Ag20+ looks wrong. Silver has lost four more electrons than in Ag16+, the remaining ones are held more tightly, and yet the GHF screened-SO interval falls from 64475 to 53251 cm⁻¹, a ratio of 0.826. It is the only step down the table at which this column decreases.

Fine-structure intervals of silver ions, total energy of the final configuration less that of the first, from PySCF 2.14.0 (two-component X2C-1e, one spinor determinant in jj occupation, Gaussian nucleus, even-tempered basis up to f scaled to each ion). Bare-SO uses the bare-nucleus spin-orbit term, screened-SO adds screened-nucleus factors; GMP2 freezes the listed electrons.

| species | electrons | configuration | final configuration | frozen electrons | GHF screened-SO (cm⁻¹) | GMP2 screened-SO (cm⁻¹) | GHF bare-SO (cm⁻¹) |
| --- | --- | --- | --- | --- | --- | --- | --- |
| Ag12+ | 35 | [Ar] 3d10 4s2 (4p1/2)2 (4p3/2)3 | [Ar] 3d10 4s2 (4p1/2)1 (4p3/2)4 | 10 | 53036 | 54257 | 55523 |
| Ag16+ | 31 | [Ar] 3d10 4s2 (4p1/2)1 | [Ar] 3d10 4s2 (4p3/2)1 | 10 | 64475 | 63119 | 67395 |
| Ag20+ | 27 | [Ar] (3d3/2)4 (3d5/2)5 | [Ar] (3d3/2)3 (3d5/2)6 | 10 | 53251 | 53162 | 67713 |
| Ag28+ | 19 | [Ar] (3d3/2)1 | [Ar] (3d5/2)1 | 10 | 67695 | 67589 | 86036 |
| Ag30+ | 17 | [Ne] 3s2 (3p1/2)2 (3p3/2)3 | [Ne] 3s2 (3p1/2)1 (3p3/2)4 | 2 | 330050 | 331360 | 345330 |
| Ag34+ | 13 | [Ne] 3s2 (3p1/2)1 | [Ne] 3s2 (3p3/2)1 | 2 | 358800 | 356410 | 375300 |
| Ag38+ | 9 | [He] 2s2 (2p1/2)2 (2p3/2)3 | [He] 2s2 (2p1/2)1 (2p3/2)4 | 0 | 1484400 | 1485300 | 1553000 |
| Ag42+ | 5 | [He] 2s2 (2p1/2)1 | [He] 2s2 (2p3/2)1 | 0 | 1609400 | 1602200 | 1683800 |

Each interval is the total energy of the final configuration less that of the first, from a two-component Hamiltonian. GHF is the mean-field result of one spinor determinant and GMP2 adds second-order correlation. Bare-SO uses the spin-orbit term of the bare nucleus, and screened-SO scales that term down to imitate the two-electron part. Below, $Z=47$, $N$ is the number of electrons and $q=Z-N$ the charge.

Every row has one electron or one hole in its open subshell, so each occupation allows a single $J$, and the mixing of $J$ levels that troubles light open shells does not arise at the level of the configuration. The hole doublets are inverted, which the order of the configurations absorbs, so all intervals are positive. The open subshell, however, changes: 4p, 3d, 3p, 2p, two rows each.

## First explanation: the charge

The tempting reading is that a higher charge pulls the electrons in and the splitting follows as $A(q+1)^p$. Fitted to all eight bare-SO values, this gives $p=2.92$, so close to the cube of a hydrogenic $\langle r^{-3}\rangle$ that it seems to confirm itself. The rows say otherwise: the typical miss is a factor of 1.9, and Ag28+ is overestimated by 244% of the table value.

No fit is needed to see why. Four units of charge from Ag16+ to Ag20+ change bare-SO by a factor of 1.005, while two units from Ag28+ to Ag30+ change it by 4.01. The bare-SO column does rise at every step, but in this staircase fashion, and no single power can follow it. The exponent near 3 arises because charge and subshell move together down the table: stripping electrons exposes shells of lower $n$.

## What the subshell contributes

For an electron in the field of the nucleus the spin-orbit term is $\zeta\,\mathbf l\cdot\mathbf s$ with $\zeta=\tfrac12\alpha^2 Z\langle r^{-3}\rangle$ in atomic units, and the doublet interval is $\zeta(l+\tfrac12)$. A hydrogenic orbital of effective charge $Z_o$ has $\langle r^{-3}\rangle=Z_o^3/[n^3l(l+\tfrac12)(l+1)]$, so that

$$\Delta=\frac{R\alpha^2\,Z\,Z_o^3}{n^3\,l(l+1)}\;\to\;D(n,l)\left(\frac{Z_o}{Z}\right)^3 .$$

Here $R$ is the Rydberg constant, $\alpha$ the fine-structure constant, and $D$ the Dirac splitting of a one-electron silver ion. With $Z\alpha=0.343$, $D$ exceeds the lowest-order formula by about 8% for p and 2% for d. Carrying that factor over to a screened orbital is an assumption, reasonable because it arises near the nucleus, where the full charge acts.

One power of $Z$ belongs to the operator and three powers of $Z_o$ to the orbital. The denominator $n^3l(l+1)$ supplies the staircase: the ratio of $D$ is 3.18 for 3d→3p and 3.37 for 3p→2p, the larger part of the bare-SO jumps of 4.01 and 4.14. For 4p→3d it is 0.747: the loss from $l(l+1)=2\to6$ outweighs the gain from $n^3=64\to27$, which gives 0.790, and the larger relativistic factor of p supplies the remaining 0.946. The remaining two explanations accept this factor and differ in $Z_o$.

## Second explanation: the net charge of the core

An outer electron moves, at large distance, in the charge $q+1$, which suggests $Z_o=q+1$. Even with a free overall scale this does slightly worse than the charge law, missing by a typical factor of 2.1, with errors that run from −75% at Ag12+ to +138% at Ag42+ and rise at every step except Ag28+ to Ag30+.

The pairs give the cleanest test. A hole has the $\zeta$ of an electron with the sign reversed, so p5 and p1 would show the same interval if the orbital were the same, and the subshell factor cancels in the ratio. Full screening demands that the ratio go as $(q+1)^3$, which is 2.24 for 4p. The table has 1.21. The exponent in $q+1$ lies between 0.69 and 0.83 in the four pairs.

The reason is standard. The weight $r^{-3}$ samples the inner part of the orbital, where much of the charge of the other electrons lies further out, whereas $q+1$ describes the tail. Removing electrons from the outer subshell changes the field in the tail strongly and the inner part mainly through the amplitude that a more compact orbital places there. What fails is therefore the cube of $q+1$ with the integer $n$, not the net charge as such. Landé's formula for penetrating orbits puts $q+1$ where it belongs, in that amplitude: $\Delta\approx R\alpha^2Z^2(q+1)^2/[n^{*3}l(l+1)]$, with the effective quantum number $n^*$ taken from the binding energy. Since $n^*$ rises towards $n$ as the charge grows, this form also gives a pair exponent below two. The table holds no binding energies, so it is not tested here.

## Third explanation: partial screening

Setting $Z_o=Z-a(N-1)$, one constant fitted to all eight bare-SO values, gives $a=0.527$ and a typical miss of 5%, at worst −8.6% of the table value at Ag30+. With the lowest-order formula in place of $D$ the typical miss grows to 9%. The row-by-row errors stand in the output after this text.

Worked for the odd row, which was part of the fit: $Z_o=47-0.527\times26=33.298$, $(33.298/47)^3=0.3556$, and $179691\times0.3556\approx63900$ cm⁻¹ against 67713, low by 5.6%.

This is far better than the other two, and still far outside the rounding of the table, which is below 0.004%. Rounding is not the real limit, though. Each row has its own even-tempered set, with p exponents spaced by a ratio of 2.8 in the first four rows and 2.4 in the last four, and the convergence of the GHF intervals was not tested. The wider spacing is coarse for a 4p orbital with its two radial nodes, so the two 4p rows, their ratio and the screening derived from them may be off by several per cent. The failure is systematic: the model overstates the rise in all four pairs, mildly for 4p (1.234 against 1.214) and most for 3d (1.43 against 1.27). Inverting the formula for $s=Z-Z_o$ row by row shows the cause within the model. An electron added to the open subshell raises $s$ by only 0.28 to 0.48, less than the average $a$, as suits an electron at the same radius, which lies inside its partner only part of the time. Between subshells the opposite happens: $s$ is 7.27 at Ag30+ (3p) and 10.23 at Ag28+ (3d), three units for two electrons. The centrifugal barrier keeps a nodeless 3d orbital out of the core that 3p penetrates. These $s$ are a restatement of the intervals and no independent measure of orbital size; that contraction drives the rise within a pair is standard theory, consistent with the numbers and not tested by them. The constant $a$ averages over unlike electrons and is no energy screening constant.

## Back to Ag20+

The subshell factor of 0.747 pulls the step down, and the remainder, 1.345, assigned to the more weakly screened orbital, pushes it up. In bare-SO the two nearly cancel, 67395 against 67713 cm⁻¹, a balance that holds only to within the basis error of the 4p row. The partial-screening model cannot resolve such a balance: its errors of +4.3% and −5.6% turn the step into $1.005\times0.944/1.043=0.91$, a fall that the bare-SO column does not have.

The drop comes from the operator. Screening cuts the bare interval by 4.3 to 4.5% in the six p rows and by 21% in the two d rows, which multiplies the step by 0.822. The physics behind it is real: electrons closer to the nucleus oppose the nuclear field that produces the coupling, and more of them lie inside the region that $r^{-3}$ samples in a d orbital than inside that of a p orbital. The size, though, is a prescription, $1-2/Z=0.9574$ for p and $1-10/Z=0.7872$ for d, which the table follows to within 0.0022 because it is built in. It depends on $l$ and $Z$ alone, is nearly the same for Ag12+ with 35 electrons as for Ag42+ with 5, and so measures nothing about an individual ion; such factors are known to overshoot the splittings of light atoms. The numbers therefore show that the change 4p→3d removes the expected rise and that the screening factor turns a near-tie into a fall. A fall needs only that the d interval be cut more deeply than the p interval by more than the margin of that near-tie, which the physical argument makes likely with a true two-electron operator too; how deep the fall is, is left open. By the same token the near-equality of Ag12+ and Ag20+ in screened-SO is an accident, absent in bare-SO.

## Correlation

GMP2 moves no interval by more than 2.3% of GHF, against a spread of a factor of 30, and the odd step survives as $53162/63119=0.842$. The shift is negative in the three p1 rows and positive in the three p5 rows.

For p1 there is an argument. The $ns^2$ pair mixes with $np^2$ through three time-reversed spinor pairs, one of p1/2 and two of p3/2, with equal coupling in the nonrelativistic limit. The single p electron blocks one of them in either state. The lower state loses the p1/2 pair, the one with the smallest denominator, and the upper state keeps it, so the upper state gains more and the interval shrinks; the whole GMP2 shift in Ag42+ is −7254 cm⁻¹. That this channel dominates the shift is untested, and its near-degeneracy is where second order is least reliable. In p5 the channel is closed, and the positive sign has no explanation here.

The 3d shifts, −89 and −106 cm⁻¹, have no secure sign: the basis stops at f, high virtual spinors are dropped from GMP2, and convergence was not tested. Basis and frozen core also vary between rows, which blurs comparisons of the shifts down the table. Breit and QED terms are left out of the Hamiltonian, and in heavy ions they move p1/2 levels by as much as correlation does, so the +0.06% shift at Ag38+ says nothing about its accuracy.

## Neighbouring series

Along an isoelectronic series the subshell and $N$ stay fixed, and $Z(Z-s)^3$ rises smoothly with no staircase; a power of the charge would look respectable there, though the nuclear charge is doing the work. For the same electron counts in a heavier element, $1-10/Z$ moves towards one and the screening weighs less against $Z$, so the 4p→3d step should tend towards the hydrogenic ratio, with $D$ increasingly favouring p as $Z\alpha$ grows. In a lighter element the d factor cuts deeper, but the orbital gain on leaving a heavily screened 4p shell grows too, and the sign of the step has to be computed. Silver ions between the members of a pair, p2 to p4 and d2 to d8, have several terms and no single doublet interval, and the formula gives only their $\zeta$.

Printed output of the fit:

```
ion shell | Dirac Z=47 (1/cm) | Dirac/Pauli | bare/Dirac | screening s | s/(N-1)
Ag12+ 4p | 240478 | 1.079 | 0.231 | 18.17 | 0.534
Ag16+ 4p | 240478 | 1.079 | 0.280 | 16.24 | 0.541
Ag20+ 3d | 179691 | 1.021 | 0.377 | 13.05 | 0.502
Ag28+ 3d | 179691 | 1.021 | 0.479 | 10.23 | 0.568
Ag30+ 3p | 571520 | 1.082 | 0.604 | 7.27 | 0.454
Ag34+ 3p | 571520 | 1.082 | 0.657 | 6.15 | 0.512
Ag38+ 2p | 1924381 | 1.080 | 0.807 | 3.24 | 0.405
Ag42+ 2p | 1924381 | 1.080 | 0.875 | 2.05 | 0.512
charge only, bare-SO, A=16.0 1/cm, p=2.92: rms factor 1.908, worst Ag28+ +244.4%
full screening, scale=2.72: rms factor 2.090, worst Ag12+ -75.1%
partial screening, a=0.527: rms factor 1.054, worst Ag30+ -8.6%
partial screening, Pauli prefactor, a=0.501: rms factor 1.086, worst Ag30+ -12.7%
error % on bare-SO: charge | full | partial | partial*(1-Q/Z) on screened-SO
Ag12+ -48.7 | -75.1 | +2.6 | +2.8
Ag16+ -7.5 | -54.1 | +4.3 | +4.4
Ag20+ +70.6 | -35.6 | -5.6 | -5.5
Ag28+ +244.4 | +33.5 | +6.2 | +6.3
Ag30+ +4.2 | +29.2 | -8.6 | -8.4
Ag34+ +36.7 | +71.1 | -1.3 | -1.1
Ag38+ -54.7 | +92.7 | -6.5 | -6.4
Ag42+ -44.4 | +138.2 | -0.4 | -0.2
pair ratio: screened | bare | full | partial | exponent in q+1 (bare) | s per added electron
4p | 1.216 | 1.214 | 2.236 | 1.234 | 0.72 | 0.48
3d | 1.271 | 1.271 | 2.634 | 1.430 | 0.74 | 0.35
3p | 1.087 | 1.087 | 1.439 | 1.173 | 0.69 | 0.28
2p | 1.084 | 1.084 | 1.340 | 1.155 | 0.83 | 0.30
step ratio: screened | bare | charge fit | Dirac n,l | orbital remainder | operator
Ag16+->Ag20+ | 0.826 | 1.005 | 1.853 | 0.747 | 1.345 | 0.822
Ag28+->Ag30+ | 4.876 | 4.014 | 1.215 | 3.181 | 1.262 | 1.215
Ag34+->Ag38+ | 4.137 | 4.138 | 1.371 | 3.367 | 1.229 | 1.000
ion | screened/bare | 1-Q/Z | cut % | GMP2-GHF (1/cm) +- rounding | % of GHF
Ag12+ | 0.9552 | 0.9574 | 4.5 | +1221 +- 1 | +2.30
Ag16+ | 0.9567 | 0.9574 | 4.3 | -1356 +- 1 | -2.10
Ag20+ | 0.7864 | 0.7872 | 21.4 | -89 +- 1 | -0.17
Ag28+ | 0.7868 | 0.7872 | 21.3 | -106 +- 1 | -0.16
Ag30+ | 0.9558 | 0.9574 | 4.4 | +1310 +- 10 | +0.40
Ag34+ | 0.9560 | 0.9574 | 4.4 | -2390 +- 10 | -0.67
Ag38+ | 0.9558 | 0.9574 | 4.4 | +900 +- 100 | +0.06
Ag42+ | 0.9558 | 0.9574 | 4.4 | -7200 +- 100 | -0.45
GMP2-GHF from unrounded eV: Ag38+ +944, Ag42+ -7254 1/cm
max/min: screened 30.3, bare 30.3; Z alpha 0.343; rounding < 0.0034%
```
